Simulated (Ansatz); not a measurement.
# LiZn: the change of formation energy and pressure with volume per atom

Results calculated with Ansatz 0.2.0, not measured. Plane-wave density functional theory, PAW datasets, Gaussian smearing 0.05 eV: one cell in which all forces lie under 0.002 eV/angstrom; stress (xx yy zz yz xz xy) and pressure positive in compression; site moments are of spin alone; formation energy from the elements run alike, uncorrected.

Cell of the first row (space group Fd-3m, No. 227):
```
LiZn
1.0
      0.0000     2.9842     2.9842
      2.9842     0.0000     2.9842
      2.9842     2.9842     0.0000
Li Zn
2 2
Direct
  0.50000 0.50000 0.50000
  0.75000 0.75000 0.75000
  0.00000 0.00000 0.00000
  0.25000 0.25000 0.25000
```

Settings of every row: paw set soft_2; functional PBEsol; spin treatment none; moment partition spheres; spin axis none; wave cutoff 420 eV; k mesh 8x8x8; SCF start atoms; lower state search light; symmetry use detected.

Atom first moment, atom hubbard u: 0 on all atoms.

```csv
row,volume per atom (Å³),formation energy (eV per atom),pressure (GPa),energy above relaxed cell (meV per atom)
1,13.288,-0.199,2.186,3.63
2,13.565,?,?,?
3,13.779,-0.2026,0.221,0.04
4,13.842,-0.2026,-0.003,0
5,14.119,-0.2018,-0.932,0.82
6,14.395,-0.1995,-1.766,3.17
7,14.834,-0.193,-2.887,9.67
8,15.205,-0.1853,-3.658,17.33
```

Question: what formation energy and pressure should row 2 give?

Worked fit of formation energy. Take u = (V_r/V)^(2/3) − 1 with V_r = 14.119 Å³ an atom, which is twice the finite (Eulerian) strain; such expansions in the strain, on which the Birch-Murnaghan equation of state is built, carry the rest volume and the bulk modulus. The shown rows have u = 0.04127, 0.01638, 0.0133, 0, -0.01282, -0.0324, -0.0482. Least squares give formation energy = −0.2018 − 0.1217 × u + 4.589 × u² eV per atom; a straight line predicts inner rows, each left out in turn, worse (root mean square 0.003 against 3.5e-05 eV per atom). All shown rows lie on it to the printed digit. The withheld row has u = 0.02704, so the fit gives −0.2018 − 0.1217 × (0.02704) + 4.589 × (0.02704)² = -0.2017 eV per atom.

The calculation gave -0.2018 eV per atom. The fit lies 0.0001 eV per atom (0.58 % of the column's range) above it, one unit of the last digit.

Worked fit of pressure. Take u = (V_r/V)^(2/3) − 1 with V_r = 14.119 Å³ an atom, which is twice the finite (Eulerian) strain; such expansions in the strain, on which the Birch-Murnaghan equation of state is built, carry the rest volume and the bulk modulus. The shown rows have u = 0.04127, 0.01638, 0.0133, 0, -0.01282, -0.0324, -0.0482. Least squares give pressure = −0.9359 + 67.378 × u + 212.09 × u² − 290.1 × u³ GPa; a parabola predicts inner rows, each left out in turn, worse (root mean square 0.008 against 0.0034 GPa). The rows lie off it by 0.000, -0.002, 0.000, 0.004, -0.002, -0.001, 0.000. The pressure vanishes at u = 0.0133, or V = 13.84 Å³ an atom, and there the bulk modulus at fixed shape and fractions is B = −V dP/dV = (2/3)(1 + u) dP/du = 49.2 GPa. The withheld row has u = 0.02704, so the fit gives −0.9359 + 67.378 × (0.02704) + 212.09 × (0.02704)² − 290.1 × (0.02704)³ = 1.035 GPa.

The calculation gave 1.032 GPa. The fit lies 0.003 GPa (0.051 % of the column's range) above it; its largest miss of a shown row is 0.004 GPa.

The other values of row 2: energy above relaxed cell 0.87 meV per atom.
